\section*{Zero force, zero torque and symmetry transfer when the effective mass is graded}

\subsection*{The statements for a uniform host}

Take $N$ conduction electrons in the envelope-function picture, with no magnetic field and no spin-orbit coupling:
\begin{equation}
H=T+W+\sum_i v(\mathbf r_i).
\end{equation}
$T$ is the kinetic energy, $W$ the screened Coulomb repulsion, and $v$ the local potential energy from band edge, gates and applied field. The electron charge is $-e$, so a uniform field $\boldsymbol{\mathcal E}$ inside the semiconductor adds $+e\boldsymbol{\mathcal E}\cdot\mathbf r$ to $v$, and 1 kV/cm corresponds to $e\mathcal E=0.1$ meV/nm.

Two facts of density functional theory are needed. The theorem of Hohenberg and Kohn (1964) says that, for given $T+W$, two potentials that share a ground-state density $n(\mathbf r)$ differ at most by a constant. The ground-state energy is the minimum over densities of $F[n]+\int n\,v\,d^3r$, where, in the constrained search of Levy (1979),
\begin{equation}
F[n]=\min_{\Psi\to n}\langle\Psi|T+W|\Psi\rangle .
\end{equation}

In a host with one isotropic mass $m_0$ and one dielectric constant, $T+W$ does not change when all electrons are translated, rotated or reflected together. For such a rigid motion $g$, every $\Psi$ that gives $n$ maps onto a moved $\Psi$ that gives the moved density $gn$ with the same $\langle T+W\rangle$. Hence $F[gn]=F[n]$. Three results follow.

\emph{From density to potential.} If $n$ is a ground-state density of $v$, then $gn$ is one of the moved potential $gv$, with the same energy. If $gn=n$, the two potentials share a density, so $gv=v+C$. Their ground-state energies are equal and also differ by $NC$, so $C=0$: the potential has every symmetry of the density.

\emph{From potential to density.} If $gv=v$, the moved ground state is again a ground state. If the level is nondegenerate it is the same state up to a phase, and $gn=n$. For a degenerate level a single state may have lower symmetry than $v$; the equal-weight average over the level has the full symmetry.

\emph{Zero force and torque.} Displace a bound ground state by $\mathbf a$. The energy is $E(\mathbf a)=F[n]+\int n(\mathbf r)\,v(\mathbf r+\mathbf a)\,d^3r$ and has its minimum at $\mathbf a=0$. The same holds for a rotation by a small angle. Setting the first derivatives to zero gives
\begin{equation}
\int n\,\nabla v\,d^3r=0,\qquad \int n\,(\mathbf r\times\nabla v)\,d^3r=0 .
\label{zero}
\end{equation}
Nondegeneracy is not needed here.

\subsection*{The harmonic dot and its rigid shift}

Let
\begin{equation}
v=\tfrac12 k_\parallel(x^2+y^2)+\tfrac12 k_z z^2+e\boldsymbol{\mathcal E}\cdot\mathbf r,\qquad k_j=m_0\omega_j^2 .
\end{equation}
Completing the square shows that $v$ is the field-free potential moved by
\begin{equation}
d_x=-\frac{e\mathcal E_x}{k_\parallel},\quad d_y=-\frac{e\mathcal E_y}{k_\parallel},\quad d_z=-\frac{e\mathcal E_z}{k_z},
\end{equation}
and lowered by $\sum_j (e\mathcal E_j)^2/2k_j$. Because $T+W$ is translation invariant, the whole $N$-electron state moves rigidly, $n(\mathbf r)=n_0(\mathbf r-\mathbf d)$, whatever the interaction strength. Level spacings do not depend on the field, and a nondegenerate ground-state density is mirror symmetric about the plane $z=d_z$.

\subsection*{The assumption and where it enters}

The assumption examined here is the invariance of $T+W$. It entered three times: in $F[gn]=F[n]$, in the claim that the moved state is an eigenstate of the moved potential, and in dropping $F$ from the derivative of $E(\mathbf a)$. For electrons in vacuum it is exact. In a device model $T$ and $W$ contain material parameters, and these may depend on position or direction. An anisotropic valley mass removes the rotations and keeps the translations. A graded alloy removes translations along the grading.

The second case arises when the vertical parabola is grown into the crystal. In an Al$_c$Ga$_{1-c}$As well with $c\propto z^2$, gates supply the lateral confinement and the alloy supplies $V_0(z)=\tfrac12k_z z^2$. With band edge $E_c=a\,c$ and mass $m=m_0+m_1c$, both linear in $c$,
\begin{equation}
m(z)=m_0\,[1+\eta V_0(z)],\qquad \eta=\frac{m_1}{m_0\,a}.
\end{equation}
The applied field and the gates do not change the composition, so only $V_0$ appears in the mass. We use the operator ordering of BenDaniel and Duke (1966),
\begin{equation}
T=\sum_i \mathbf p_i\cdot\frac{1}{2m(\mathbf r_i)}\,\mathbf p_i ,
\end{equation}
and keep the dielectric constant uniform until the last section.

The Hohenberg-Kohn theorem survives, since it holds for any fixed $T+W$ of this kind. But $F[n]$ now belongs to one mass profile, and it is invariant only under motions that leave $m(z)$ unchanged: lateral translations, rotations about axes parallel to $z$, vertical mirror planes, and the mirror $z\to-z$. Symmetry transfer holds within this smaller group only.

\subsection*{Exact force and torque balance}

Define the positive kinetic energy density of the many-electron state,
\begin{equation}
\tau(\mathbf r)=\frac{\hbar^2N}{2m(\mathbf r)}\sum_{\rm spins}\int|\nabla\Psi(\mathbf r,\mathbf r_2,\dots,\mathbf r_N)|^2\,d^3r_2\cdots d^3r_N ,
\end{equation}
with $\int\tau\,d^3r=\langle T\rangle$. Displace the ground state by $\mathbf a$ as before. The gradients move with the state, but they now meet the mass at $\mathbf r+\mathbf a$:
\begin{equation}
E(\mathbf a)=\int\tau(\mathbf r)\,\frac{m(\mathbf r)}{m(\mathbf r+\mathbf a)}\,d^3r+\langle W\rangle+\int n(\mathbf r)\,v(\mathbf r+\mathbf a)\,d^3r .
\end{equation}
The derivative of $m(\mathbf r)/m(\mathbf r+\mathbf a)$ at $\mathbf a=0$ is $-\nabla\ln m$. For a rotation by the small angle vector $\boldsymbol\theta$ the displacement is $\boldsymbol\theta\times\mathbf r$, and $|\nabla\Psi|^2$ is a scalar that is carried along. The minimum conditions are
\begin{equation}
\int n\,\nabla v\,d^3r=\int\tau\,\nabla\ln m\,d^3r,\qquad
\int n\,(\mathbf r\times\nabla v)\,d^3r=\int\tau\,(\mathbf r\times\nabla\ln m)\,d^3r .
\label{exact}
\end{equation}
These replace Eq.~(\ref{zero}) and are exact within the model. Kinetic energy falls where the mass is larger, so the electrons are pulled toward heavy material, and the potential has to hold them back.

\subsection*{First correction in the dot}

To first order in $\eta$, $\nabla\ln m=\eta k_z z\,\hat{\mathbf z}$, and $\tau$ may be taken from the uniform-mass problem, where it is the rigidly shifted $\tau_0(\mathbf r-\mathbf d)$. For a nondegenerate ground state $\tau_0$ is even in each coordinate, so $\int\tau_0(\mathbf r-\mathbf d)\,z\,d^3r=T_0d_z$, with $T_0$ the total kinetic energy of the field-free dot, vertical and lateral. Then
\begin{equation}
\int n\,\partial_zv\,d^3r=\eta\,T_0\,k_zd_z=-\eta\,T_0\,e\mathcal E_z .
\label{force}
\end{equation}
The residual vanishes at zero field, where the mirror $z\to-z$ protects it. The left side equals $N(k_z\langle z\rangle+e\mathcal E_z)$, so the centroid lies at
\begin{equation}
\langle z\rangle=d_z\left(1+\frac{\eta T_0}{N}\right).
\label{shift}
\end{equation}
The dot is more polarizable along $z$ than $Ne^2/k_z$ by the fraction $\eta T_0/N$.

The energy gives the same result by another route. The perturbation is $\delta T=-\eta\sum_i\mathbf p_i\cdot V_0\,\mathbf p_i/2m_0$, with mean value $-\eta\int\tau_0(\mathbf s)\,\tfrac12k_z(d_z+s_z)^2d^3s$. Its field-dependent part is $-\eta T_0V_0(d_z)$, so the Stark shift is
\begin{equation}
\Delta E=-\frac{N(e\mathcal E_z)^2}{2k_z}\left(1+\frac{\eta T_0}{N}\right),
\label{stark}
\end{equation}
and $\partial\Delta E/\partial(e\mathcal E_z)=N\langle z\rangle$ reproduces Eq.~(\ref{shift}). For one electron $T_0=\hbar(\omega_z+2\omega_\parallel)/4$. The term $-\eta TV_0(d_z)$ applies to excited levels with their own $T$. One lateral quantum carries kinetic energy $\hbar\omega_\parallel/2$, so the lateral spacing acquires a field dependence,
\begin{equation}
\frac{\delta\omega_\parallel}{\omega_\parallel}=-\tfrac12\,\eta V_0(d_z).
\end{equation}

Lateral translations remain symmetries of $T+W$, so the lateral shift $d_x$ stays exactly rigid. For a field in the $xz$ plane the torque condition about the origin gives
\begin{equation}
\int n\,(\mathbf r\times\nabla v)_y\,d^3r=-\eta k_z\int\tau\,xz\,d^3r=-\eta\,T_0\,k_z\,d_xd_z .
\label{torque}
\end{equation}
This is the residual force of Eq.~(\ref{force}) times the lever arm $-d_x$. About a point on the shifted axis $x=d_x$, $y=0$ the torque vanishes by the lateral symmetry. Once the net force is nonzero, a torque test depends on the chosen origin.

\subsection*{The mirror symmetry that is not transferred}

The potential is still symmetric about $z=d_z$, but the mass is not, so the density need not be. Take one electron and use units $\hbar=m_0=\omega_z=1$; lengths are then in $\ell_z=\sqrt{\hbar/m_0\omega_z}$. Set $\lambda=\eta\hbar\omega_z$, $\delta=d_z/\ell_z$, $w=\omega_\parallel/\omega_z$ and $z=\delta+s$. The part of $\delta T$ that is odd in $s$ is
\begin{equation}
\delta T_{\rm odd}=-\tfrac12\lambda\delta\,\left(p_z\,s\,p_z+s\,p_\parallel^2\right).
\end{equation}
With the oscillator states $|n\rangle$ of the coordinate $s$, ladder operators give
\begin{equation}
p_z s\,p_z|0\rangle=\frac{1}{2\sqrt2}|1\rangle-\frac{\sqrt3}{2}|3\rangle,\qquad s|0\rangle=\frac{1}{\sqrt2}|1\rangle ,
\end{equation}
and $\langle p_\parallel^2\rangle=w$. Components with a lateral excitation are orthogonal to the lateral ground state and drop out of the $z$ profile at first order. Dividing by the excitation energies 1 and 3, the state is $|0\rangle+b_1|1\rangle+b_3|3\rangle$ with
\begin{equation}
b_1=\frac{\lambda\delta\,(1+2w)}{4\sqrt2},\qquad b_3=-\frac{\lambda\delta}{4\sqrt3}.
\end{equation}
The mean is $\langle s\rangle=\sqrt2\,b_1=\lambda\delta(1+2w)/4$, which is Eq.~(\ref{shift}) once more. From $\langle0|s^3|1\rangle=3/(2\sqrt2)$, $\langle0|s^3|3\rangle=\sqrt3/2$ and $\langle s^2\rangle=1/2$, the third central moment is $\langle s^3\rangle-3\langle s\rangle\langle s^2\rangle=\sqrt3\,b_3$; the $b_1$ term is a pure shift and cancels. Dividing by $(1/2)^{3/2}$ gives the skewness of the vertical profile,
\begin{equation}
\gamma=-\frac{\lambda\delta}{\sqrt2}.
\end{equation}
Its sign is opposite to that of $d_z$: the longer tail points back toward the centre of the well, where the mass is lighter.

\subsection*{The Kohn-Sham version}

The Kohn-Sham system has the same $m(\mathbf r)$ and the same $n$, with potential $v+v_H+v_{xc}$ and kinetic energy density $\tau_s$. Equation~(\ref{exact}) applies to it too. The Hartree force $\int n\nabla v_H\,d^3r$ vanishes for a uniform dielectric constant, by action and reaction. Subtracting the interacting condition leaves
\begin{equation}
\int n\,\nabla v_{xc}\,d^3r=-\int(\tau-\tau_s)\,\nabla\ln m\,d^3r ,
\label{xc}
\end{equation}
which in the dot is $+\eta\,T_c\,e\mathcal E_z$ along $z$ at first order, with $T_c=T_0-T_s\ge0$. A local density approximation evaluated with the local mass has this structure. Let $f(n,m)$ be the exchange-correlation energy per volume of the uniform gas and $v_{xc}=\partial f/\partial n$. Then
\begin{equation}
n\nabla v_{xc}=\nabla(nv_{xc}-f)+\frac{\partial f}{\partial m}\nabla m .
\end{equation}
The first term integrates to zero. The Hellmann-Feynman theorem for the gas, applied with and without interaction, gives $m\,\partial f/\partial m=-(t-t_s)$, where $t$ and $t_s$ are the two kinetic energies per volume. Equation~(\ref{xc}) is thus obeyed with the uniform-gas value of $\tau-\tau_s$. A code that uses $m(\mathbf r)$ in the kinetic operator and one fixed mass in $f$ returns zero on the left side instead.

\subsection*{Size of the correction}

Typical approximate alloy inputs are $m_0=0.067\,m_e$, $m_1=0.083\,m_e$ and $a=0.80$ eV, so $\eta=1.55$ eV$^{-1}$ and $\hbar^2/m_0=1.137$ eV\,nm$^2$. The illustrative geometry is a well of half-width $h=50$ nm with $c=0.30\,(z/h)^2$, continued by barriers with $c=0.30$. The band edge rises by 0.24 eV, so $k_z=0.192$ meV/nm$^2$, $\hbar\omega_z=14.8$ meV and $\ell_z=8.77$ nm. Take $\hbar\omega_\parallel=3$ meV, which gives $k_\parallel=0.0079$ meV/nm$^2$ and $w=0.203$. One electron has $T_0=3.69+1.50=5.19$ meV, and $\lambda=0.0229$.

Apply $\mathcal E_z=20$ kV/cm and $\mathcal E_x=0.5$ kV/cm. The rigid shifts are $d_z=-10.4$ nm ($\delta=-1.19$) and $d_x=-6.3$ nm. The centroid stays $4.5\,\ell_z$ from the nearer end of the parabola, so the truncation of the well is unimportant. At the shifted position $V_0(d_z)=10.4$ meV and $\eta V_0(d_z)=0.016$. The model's first-order values are:

\begin{center}
\begin{tabular}{lll}
quantity & uniform mass & first-order correction\\ \hline
fractional excess of $\langle z\rangle$ & 0 & 0.80 per cent\\
$\langle z\rangle$ & $-10.4$ nm & $-0.084$ nm\\
$\int n\,\partial_zv\,d^3r$ & 0 & $-0.016$ meV/nm\\
torque integral about the origin & 0 & $-0.10$ meV\\
Stark shift from $\mathcal E_z$ & $-10.4$ meV & $-0.084$ meV\\
lateral spacing & 3 meV & $-0.024$ meV\\
skewness $\gamma$ & 0 & $+0.02$
\end{tabular}
\end{center}

The residual force corresponds to a field of 0.16 kV/cm. The Stark correction is about $k_BT$ at 1 K, which is 0.086 meV.

\subsection*{How far the first order can be trusted}

Expand $m_0/m=1-\lambda V_0+\lambda^2V_0^2$ with $V_0=(\delta+s)^2/2$ in the oscillator units above, and collect the $\lambda^2\delta^2$ terms of the one-electron energy. The mean value of the quadratic term gives $9/16+3w/8$. Second order in $\delta T_{\rm odd}$ gives $-(1+2w)^2/32$ from $|1\rangle$, $-1/16$ from $|3\rangle$, and $-w^2/[8(1+2w)]$ from $|1\rangle$ combined with two lateral quanta. The cross terms among the even parts are $+w/32$ and $-w/32$ and cancel. The $\lambda^2\delta^4$ term follows from scaling all frequencies by $(1+\lambda\delta^2/2)^{-1/2}$. The field-dependent energy is
\begin{equation}
\Delta E=-\frac{\delta^2}{2}-\frac{\lambda(1+2w)}{8}\,\delta^2+\lambda^2\left[C_2\,\delta^2+\frac{3(1+2w)}{64}\,\delta^4\right],
\end{equation}
\begin{equation}
C_2=\frac12+\frac{3w}{8}-\frac{(1+2w)^2}{32}-\frac{w^2}{8(1+2w)} .
\end{equation}
Since $\langle z\rangle=-\partial\Delta E/\partial\delta$, the fractional excess becomes
\begin{equation}
\frac{\langle z\rangle}{d_z}-1=\eta T_0\left[1-\frac{8\lambda C_2}{1+2w}-\frac32\,\eta V_0(d_z)\right].
\end{equation}
Here $C_2=0.511$, the two terms are 6.6 and 2.4 per cent, and the excess falls from 0.80 to 0.73 per cent, or $-0.076$ nm.

Operator ordering matters at this same order. The symmetric form $\tfrac14(p^2m^{-1}+m^{-1}p^2)$ equals the form used here plus the local term $-\tfrac14\hbar^2\nabla^2(1/m)$. At order $\lambda$ this term is a constant, so the first-order results do not depend on the choice. At order $\lambda^2$ it is $-\tfrac34\lambda^2z^2$, which lowers $C_2$ by $3/4$ and gives an excess of 0.81 per cent. The model therefore supports a value of 0.7 to 0.8 per cent, and the second figure of each table entry is uncertain at the level of a tenth of the entry.

\subsection*{Competing terms}

\emph{Band nonparabolicity.} A term $-\alpha(p^2/2m_0)^2$ is translation invariant, so by itself it leaves both the zero force and the rigid shift exact. It alters the correction only through cross terms of relative order $\alpha\hbar\omega_z=0.009$ for a typical $\alpha\approx0.6$ eV$^{-1}$.

\emph{Dielectric grading.} With the approximate $\varepsilon_r=12.9-2.84\,c$, one has $\varepsilon_r=12.9\,(1-\zeta V_0)$ and $\zeta=0.28$ eV$^{-1}$. Now $W$ also loses its invariance. If the pair repulsion is screened by the local $\varepsilon_r$, a rough step since the pair distance is not small against $h$, its mean value $W_0$ grows by $\zeta W_0V_0(d_z)$, and $\eta T_0/N$ is replaced by $(\eta T_0-\zeta W_0)/N$. For two electrons an upper value of $W_0$ is the uncorrelated, strictly planar result $\sqrt{\pi/2}\,e^2/(4\pi\varepsilon_0\varepsilon_r\ell_\parallel)=7.2$ meV, with $\ell_\parallel=\sqrt{\hbar/m_0\omega_\parallel}=19.5$ nm. This gives $\zeta W_0/2=0.10$ per cent, opposite in sign to the mass effect. A single electron feels only its own polarization energy, a local term that belongs in $v$. To first order in the change $\delta\varepsilon_r(z)$ of the dielectric constant, and with the purely local part counted in the band edge, it is
\begin{equation}
\Sigma(z)=-\frac{e^2}{32\pi\varepsilon_0\varepsilon_r^2}\int_0^\infty\frac{\delta\varepsilon_r(z+u)+\delta\varepsilon_r(z-u)-2\,\delta\varepsilon_r(z)}{u^2}\,du .
\end{equation}
For the truncated parabola with total drop $\Delta\varepsilon_r$ the integral is $(\Delta\varepsilon_r/h)\{-4+(2z/h)\ln[(h+z)/(h-z)]\}$, and the curvature at the centre is $-e^2\Delta\varepsilon_r/(4\pi\varepsilon_0\varepsilon_r^2h^3)$, whose size is 0.03 per cent of $k_z$.

\emph{Anharmonic band edge.} This term rivals the mass effect in the centroid. If $E_c=ac+bc^2$, the potential gains $(b/a^2)V_0^2=(b/4a^2)k_z^2z^4$. Equation~(\ref{zero}) still holds for it, because only $v$ has changed. It gives $k_z\langle z\rangle+e\mathcal E_z+(b/a^2)k_z^2\langle z^3\rangle=0$, with $\langle z^3\rangle=d_z^3+\tfrac32d_z\ell_z^2$ at lowest order, so
\begin{equation}
\frac{\langle z\rangle}{d_z}-1=-\frac{b}{a^2}\left[2V_0(d_z)+\tfrac32\hbar\omega_z\right].
\end{equation}
An illustrative $b=0.14$ eV yields $-0.9$ per cent, as large as the mass correction and of opposite sign. A departure of the centroid from $d_z$ therefore does not identify its cause. The force integral does: in a simulation, $\int n\nabla v\,d^3r$ evaluated with the full $v$ is zero for any anharmonicity at uniform mass, and equals $\int\tau\nabla\ln m\,d^3r$ otherwise. So does the lateral spacing of one electron, which at uniform mass is untouched by any $v(z)$ and which the mass grading lowers by about 0.8 per cent in this model at 20 kV/cm, provided the gate curvature $k_\parallel$ is held fixed while the vertical field is changed.